# The Popov-Fedotov imaginary chemical potential

## The counting problem

A localized spin 1/2, such as the electron in a singly occupied quantum dot or the hole on a Cu$^{2+}$ ion, has two states. Spin operators are awkward in perturbation theory because their commutator is another operator, so Wick's theorem and Feynman diagrams do not apply to them directly. Writing the spin in terms of auxiliary fermions restores these tools, but a fermion site has four states, like a donor level that can be empty, singly occupied with either spin, or doubly occupied. Popov and Fedotov showed in 1988 that one imaginary chemical potential removes the two extra states exactly.

Conventions: $\beta=1/k_BT$; spins are dimensionless; Matsubara frequencies are given as energies; the grand-canonical weight is $e^{-\beta(H-\mu N)}$. The $z$ axis points opposite to the field $B$, so the Zeeman term is $-bS^z$ with $b=g\mu_BB>0$, and the moment along the field is $g\mu_B m$ with $m=\langle S^z\rangle$.

## Premises

1. There are $N_s$ sites, each with a spin 1/2, in thermal equilibrium at $T>0$.
2. $H$ depends on site $i$ only through $S_i^x,S_i^y,S_i^z$. Other degrees of freedom, such as conduction electrons or phonons, may be present.
3. Each spin is written with two fermion modes (Abrikosov pseudofermions) and the Pauli matrices $\boldsymbol\sigma$:

$$\mathbf S_i=\tfrac12\sum_{\alpha\gamma}f^\dagger_{i\alpha}\boldsymbol\sigma_{\alpha\gamma}f_{i\gamma},\qquad Q_i=n_{i\uparrow}+n_{i\downarrow},\qquad N=\sum_iQ_i .$$

## Step 1: the four states of one site

For matrices $A,B$ the anticommutation rules give $[f^\dagger Af,f^\dagger Bf]=f^\dagger[A,B]f$. With $A,B$ taken as $\sigma^a/2$ this yields $[S^x,S^y]=iS^z$ and its cyclic partners. With $B=1$ it yields $[\mathbf S_i,Q_i]=0$. Operators on different sites commute because each is even in fermions. Every $Q_i$ therefore commutes with $H$.

In components, $S^z=(n_\uparrow-n_\downarrow)/2$, $S^+=f^\dagger_\uparrow f_\downarrow$ and $S^-=f^\dagger_\downarrow f_\uparrow$. On $|0\rangle$ all three vanish because there is nothing to annihilate. On $|\!\uparrow\downarrow\rangle$, $S^z=0$, and $S^\pm$ vanish by the Pauli principle. On the two states with $Q=1$ they act as the spin-1/2 matrices. This is summarized by

$$\mathbf S_i^2=\tfrac34Q_i(2-Q_i).$$

The sector $Q=1$ is the physical spin. The states $Q=0$ and $Q=2$ are both spin zero, and a site in either state acts as a nonmagnetic vacancy. Let $P_i^{(q)}$ project on $Q_i=q$. When all $Q_i=1$ the fermion Hamiltonian is the spin Hamiltonian, so

$$Z_{\rm spin}={\rm Tr}\Big[e^{-\beta H}\prod_iP_i^{(1)}\Big].$$

## Step 2: the empty and the doubly occupied state are equivalent

Define

$$U_i=P_i^{(1)}+f^\dagger_{i\uparrow}f^\dagger_{i\downarrow}+f_{i\downarrow}f_{i\uparrow}.$$

It exchanges $|0\rangle$ and $|\!\uparrow\downarrow\rangle=f^\dagger_\uparrow f^\dagger_\downarrow|0\rangle$ and leaves the $Q=1$ states alone, so $U_i^2=1$ and $U_iP_i^{(0)}U_i=P_i^{(2)}$. It commutes with $\mathbf S_i$, since $\mathbf S_i$ is zero on the two states that are exchanged. It is even in fermions, so it commutes with every operator that belongs elsewhere. By premise 2, $[U_i,H]=0$. For any $X$ that commutes with $U_i$, cyclic invariance of the trace gives

$${\rm Tr}[P_i^{(2)}X]={\rm Tr}[U_iP_i^{(0)}U_iX]={\rm Tr}[P_i^{(0)}U_iXU_i]={\rm Tr}[P_i^{(0)}X].$$

## Step 3: the cancellation

Let $z=e^{\beta\mu}$ with complex $\mu$. Since $[N,H]=0$,

$$Z_f={\rm Tr}\,e^{-\beta(H-\mu N)}={\rm Tr}\Big[e^{-\beta H}\prod_iz^{Q_i}\Big],\qquad z^{Q_i}=P_i^{(0)}+zP_i^{(1)}+z^2P_i^{(2)} .$$

Take site 1 and let $X=e^{-\beta H}\prod_{j\ne1}z^{Q_j}$, which commutes with $U_1$. Step 2 gives

$${\rm Tr}[z^{Q_1}X]=z\,{\rm Tr}[P_1^{(1)}X]+(1+z^2)\,{\rm Tr}[P_1^{(0)}X].$$

The vacancy term vanishes if $z^2=-1$. The choice

$$\mu=-\frac{i\pi k_BT}{2},\qquad z=e^{-i\pi/2}=-i$$

does this, and so does its complex conjugate. The factor $z^{Q_1}$ has become $-iP_1^{(1)}$. For site 2 the new $X$ contains $P_1^{(1)}$, which commutes with $U_2$, so the argument repeats. After $N_s$ rounds $Z_f=(-i)^{N_s}Z_{\rm spin}$, that is

$$\boxed{Z_{\rm spin}=i^{N_s}Z_f}$$

The free energy is $-k_BT\ln(i^{N_s}Z_f)$. If $O$ is any product of spin operators, also at different imaginary or real times, then $e^{-\beta H}O$ commutes with every $U_i$. The same factor $(-i)^{N_s}$ appears in numerator and denominator, and $\langle O\rangle_f=\langle O\rangle_{\rm spin}$. An operator that tells $Q=0$ from $Q=2$, such as $Q_i$ itself, is not covered.

The link to gauge fields is direct. $H$ is unchanged by $f_i\to e^{i\phi_i}f_i$ with a separate phase on each site, and $Q_i$ generates this U(1) gauge symmetry. The general way to impose the constraint is $P_i^{(1)}=\int_0^{2\pi}\frac{d\theta_i}{2\pi}e^{i\theta_i(Q_i-1)}$, an integral over the time component of a gauge field, with $z_i=e^{i\theta_i}$. The symmetry $U_i$ lets the single value $\theta_i=-\pi/2$ replace the integral.

## Step 4: shifted Matsubara frequencies

Take one mode of real energy $\varepsilon$ and set $\xi=\varepsilon-\mu$. Its trace is $1+e^{-\beta\xi}$, so

$$\langle n\rangle=\frac{1}{e^{\beta\xi}+1}=\frac{1}{1+ie^{\beta\varepsilon}},$$

because $e^{-\beta\mu}=i$. The denominator has real part 1 and never vanishes. The weight is still Gaussian in the fermions, so Wick's theorem and the linked-cluster expansion hold as they do for real $\mu$.

With $K=H-\mu N$ and $f(\tau)=e^{\tau K}fe^{-\tau K}=e^{-\xi\tau}f$, the propagator for $0<\tau<\beta$ is $G(\tau)=-\langle f(\tau)f^\dagger\rangle=-e^{-\xi\tau}/(1+e^{-\beta\xi})$. It is antiperiodic in $\beta$, a property that uses only the cyclic trace and not a Hermitian $K$. The frequencies are $\omega_n=2\pi k_BT(n+\tfrac12)$, with $e^{i\omega_n\beta}=-1$, and

$$G(i\omega_n)=\int_0^\beta d\tau\,e^{i\omega_n\tau}G(\tau)=-\frac{-e^{-\beta\xi}-1}{(i\omega_n-\xi)(1+e^{-\beta\xi})}=\frac{1}{i\omega_n+\mu-\varepsilon}.$$

The chemical potential combines with the frequency:

$$i\omega_n+\mu=i\nu_n,\qquad \nu_n=2\pi k_BT\big(n+\tfrac12-\tfrac14\big)=2\pi k_BT\big(n+\tfrac14\big).$$

Bosons have offset 0 and ordinary fermions 1/2; the offset 1/4 lies halfway. It corresponds to fields that gain the factor $e^{-i\nu_n\beta}=-i$ over one period. In a diagram every pseudofermion line carries the same shift, and each spin vertex has one line in and one out, so spin correlation functions keep the bosonic frequencies $2\pi k_BTn$.

## Step 5: the free spin

For $H=-bS^z$ the modes have $\varepsilon_\uparrow=-b/2$ and $\varepsilon_\downarrow=+b/2$. With $x=\beta b/2$,

$$n_\uparrow=\frac{1}{1+ie^{-x}},\qquad n_\downarrow=\frac{1}{1+ie^{x}},\qquad (1+ie^{-x})(1+ie^{x})=2i\cosh x .$$

The terms $1$ and $i^2$ in the product are the empty and the doubly occupied state, and they cancel. Then

$$m=\frac{n_\uparrow-n_\downarrow}{2}=\frac12\,\frac{i(e^{x}-e^{-x})}{2i\cosh x}=\frac12\tanh\frac{g\mu_BB}{2k_BT},$$

the exact two-level result. The charge average is complex,

$$\langle Q\rangle=\frac{2+2i\cosh x}{2i\cosh x}=1-\frac{i}{\cosh x},$$

which shows that the method cancels the extra states rather than excluding them.

The frequency sum gives the same $m$. For offset $c$, $\nu_n=2\pi k_BT(n+c)$,

$$m=\frac{k_BT}{2}\sum_n\Big[\frac{1}{i\nu_n+b/2}-\frac{1}{i\nu_n-b/2}\Big]=\frac{k_BT}{2}\sum_n\frac{b}{\nu_n^2+b^2/4}.$$

The imaginary part of $\pi\cot\pi w=\sum_n(n+w)^{-1}$, summed symmetrically, at $w=c-ia$ is

$$\sum_n\frac{1}{(n+c)^2+a^2}=\frac{\pi}{a}\,\frac{\sinh2\pi a}{\cosh2\pi a-\cos2\pi c}.$$

Here $a=\beta b/4\pi$, so $2\pi a=x$ and $m=\tfrac12\sinh x/(\cosh x-\cos2\pi c)$. For $c=1/4$ the cosine is zero and $m=\tfrac12\tanh x$. For $c=1/2$, which is $\mu=0$, $m=\tfrac12\tanh(x/2)$. The value $\mu=0$ gives $\langle Q\rangle=1$ on average, yet its zero-field slope $\chi_0=dm/db$ is $\beta/8$, half of the Curie value $\beta/4$, because half of the four states are vacancies.

## Step 6: spin 1 with three fermions

Take modes $s=+1,0,-1$ and $\mathbf S=f^\dagger\mathbf sf$ with the spin-1 matrices $\mathbf s$. The commutator rule of Step 1 again gives the spin algebra. The states $Q=0$ and $Q=3$ are single states with $S^z=0$, hence spin zero. The sector $Q=1$ is spin 1. The sector $Q=2$ has the pairs $(+,0)$, $(+,-)$, $(0,-)$ with $S^z=1,0,-1$ once each, which is spin 1 again. Because $H$ contains only the $\mathbf S_i$, a trace depends only on which spin each site carries. Each site has weight $1+z^3$ as a vacancy and $z+z^2$ as a spin 1. The roots of $z^3=-1$ are $z=-1$, which also removes the spin 1, and $z=e^{\mp i\pi/3}$. The upper sign gives

$$\mu=-\frac{i\pi k_BT}{3},\qquad z+z^2=-i\sqrt3,\qquad Z_{\rm spin}=\Big(\frac{i}{\sqrt3}\Big)^{N_s}Z_f,$$

and $\nu_n=2\pi k_BT(n+\tfrac12-\tfrac16)=2\pi k_BT(n+\tfrac13)$. Here $Q=2$ is kept as a second copy of the spin. A single-ion term $D(S^z)^2$ must be written as $D(n_+-n_-)^2$. The shorter form $D(n_++n_-)$ agrees only for $Q\le1$ and for the pairs that contain the mode 0; it gives $2D$ at $Q=3$ against zero at $Q=0$, and the cancellation is lost.

## Range of validity

- The identity is exact at every $T>0$, for any lattice, coupling range and anisotropy, and for Kondo models, where the exchange $J_K\mathbf S\cdot\mathbf s_c$ with the conduction spin density conserves $Q$.
- It fails when $H$ does not commute with $U_i$. Hybridization in the Anderson model and hopping in the Hubbard model change $Q_i$, and there the empty and doubly occupied states are physical.
- It is a statement about the full trace, and therefore about each complete order in the couplings. Partial resummations carry their own approximation. A mean field $\langle f_i^\dagger f_j\rangle$ or $\langle f^\dagger c\rangle$ breaks conservation of $Q_i$, and Step 2 does not apply to such a mean-field Hamiltonian.
- Only averages of spin operators, and of the other physical degrees of freedom, have a meaning. The pseudofermion occupations and weights are complex, so they are not probabilities.
- One $\mu$ is not enough for spin 3/2 with four modes. The six states of $Q=2$ form a spin 2 and a spin 0, and the spin 2 occurs in no other sector, so its weight $z^2$ cannot cancel.

## Illustration: the Cu dimer in copper nitrate

In hydrated copper nitrate, Cu(NO$_3$)$_2\cdot$2.5H$_2$O, the Cu$^{2+}$ spins 1/2 form antiferromagnetic pairs. The model is

$$H=J\,\mathbf S_1\cdot\mathbf S_2-b\,(S_1^z+S_2^z).$$

The inputs are approximate: $J/k_B=5.0$ K, which is $J=0.431$ meV, and a typical $g=2.2$, so $g\mu_B=0.1273$ meV/T. The digits below describe this model, not the crystal.

**Fermion trace.** From $\mathbf S_1\cdot\mathbf S_2=\tfrac12[S(S+1)-\tfrac32]$ the singlet lies at $-3J/4$ and the triplet at $J/4-bM$ with $M=0,\pm1$. The 16 Fock states fall into three classes. Both sites physical (4 states) gives $z^2Z_d$. One site vacant (8 states) leaves a free spin, with two choices of site. Both sites vacant (4 states) has energy zero. With $y=\beta b$,

$$Z_f=z^2Z_d+2z(1+z^2)\,2\cosh\frac y2+(1+z^2)^2,$$

$$Z_d=e^{3\beta J/4}+e^{-\beta J/4}(1+2\cosh y).$$

At $z=-i$, $Z_f=-Z_d$ and $i^2Z_f=Z_d$. At $\mu=0$, $Z_f=Z_d+8\cosh(y/2)+4$.

**Susceptibility.** The total $S^z$ commutes with $H$, so the zero-field susceptibility per dimer $\chi_d=d\langle S^z_1+S^z_2\rangle/db$ obeys $k_BT\chi_d=\partial_y^2\ln Z$ at $y=0$:

$$k_BT\chi_d=\frac{2}{3+e^{\beta J}}\quad(z=-i),\qquad k_BT\chi_d=\frac{2e^{-\beta J/4}+2}{Z_d+12}\quad(\mu=0).$$

| $T$ (K) | $Z_d$ | $k_BT\chi_d$, $z=-i$ (exact) | $k_BT\chi_d$, $\mu=0$ | physical share $Z_d/(Z_d+12)$ at $\mu=0$ |
|---|---|---|---|---|
| 1 | 43.38 | 0.0132 | 0.0465 | 0.783 |
| 2 | 8.127 | 0.132 | 0.153 | 0.404 |
| 3 | 5.468 | 0.241 | 0.190 | 0.313 |
| 5 | 4.453 | 0.350 | 0.216 | 0.271 |
| 10 | 4.102 | 0.430 | 0.234 | 0.255 |

The exact $\chi_d$ peaks where $(\beta J-1)e^{\beta J}=3$, at $\beta J=1.604$ or $T=3.1$ K. At 3 K the $\mu=0$ value is 21 % too low. At 1 K it is 3.5 times too high, because a spin next to a vacancy costs only $3J/4$ above the singlet, whereas the true triplet costs $J$. So $\mu=0$ gives the wrong activation energy even though its physical share tends to one as $T\to0$.

**First diagram.** To first order in $J$ the free energy changes by $J\langle\mathbf S_1\cdot\mathbf S_2\rangle_0=Jm^2$; the exchange diagram needs a propagator between the sites, which is zero. With $m=\chi_0b$ the field-dependent free energy is $-\chi_0b^2+J\chi_0^2b^2$, so $\chi_d=2\chi_0(1-J\chi_0)$. The shifted frequencies give $\chi_0=\beta/4$ and $k_BT\chi_d=\tfrac12-\beta J/8$, the first two terms of the series of $2/(3+e^{\beta J})$. With $\chi_0=\beta/8$ the result is $\tfrac14-\beta J/32$.

**Scales at 3 K and 2 T.** Here $k_BT=0.2585$ meV and $|\mu|=0.406$ meV, comparable to $J$. The two frequencies nearest zero are $\nu_0=0.406$ meV and $\nu_{-1}=-1.218$ meV, in place of $\pm0.812$ meV. The field gives $b=0.255$ meV and $x=0.493$, below the singlet-triplet crossing at $B=J/g\mu_B=3.4$ T. An uncoupled spin has $n_\uparrow=0.728-0.445i$, $n_\downarrow=0.272-0.445i$ and $\langle Q\rangle=1-0.890i$, so $m=0.228$, against 0.121 for $\mu=0$. In the dimer $Z_d=6.161$, and the moment per spin is

$$m=\tfrac12\partial_y\ln Z_d=\frac{\sinh y}{e^{\beta J}+1+2\cosh y}=0.123,$$

against 0.093 from the $\mu=0$ trace $Z_f=19.15$.

**The neglected coupling.** The dimers are linked into alternating chains by one bond $J'$ per dimer, with a typical ratio $J'/J\approx0.25$, or $J'/k_B\approx1.25$ K. The first-order argument above applies with $\chi_0$ replaced by the response per spin $\tilde\chi=\chi_d/2=\beta/(3+e^{\beta J})$, and gives the relative change $-J'\tilde\chi$. At 3 K, $k_B\tilde\chi=0.0402$ K$^{-1}$ and the change is $-5$ %, about a quarter of the 21 % that the projection corrects. At low temperature another effect enters. The matrix element of $J'\mathbf S_2\cdot\mathbf S_3$ that moves a triplet to a neighbouring dimer has size $J'/4$, so with two neighbours the triplet level spreads into a cosine band of half-width $J'/2$, about 0.6 K. Averaging the Boltzmann factor over this band multiplies the population of dilute triplets by the modified Bessel function $I_0(\beta J'/2)$, which is 1.01 at 3 K and 1.10 at 1 K. Level shifts of second order scale as $J'^2/J$, about 0.3 K, and are not small against 1 K either, so the first row of the table is only a rough guide to the crystal. The coupling $J'$ is itself built from spin operators, and $Z_{\rm spin}=i^{N_s}Z_f$ holds unchanged for the whole chain.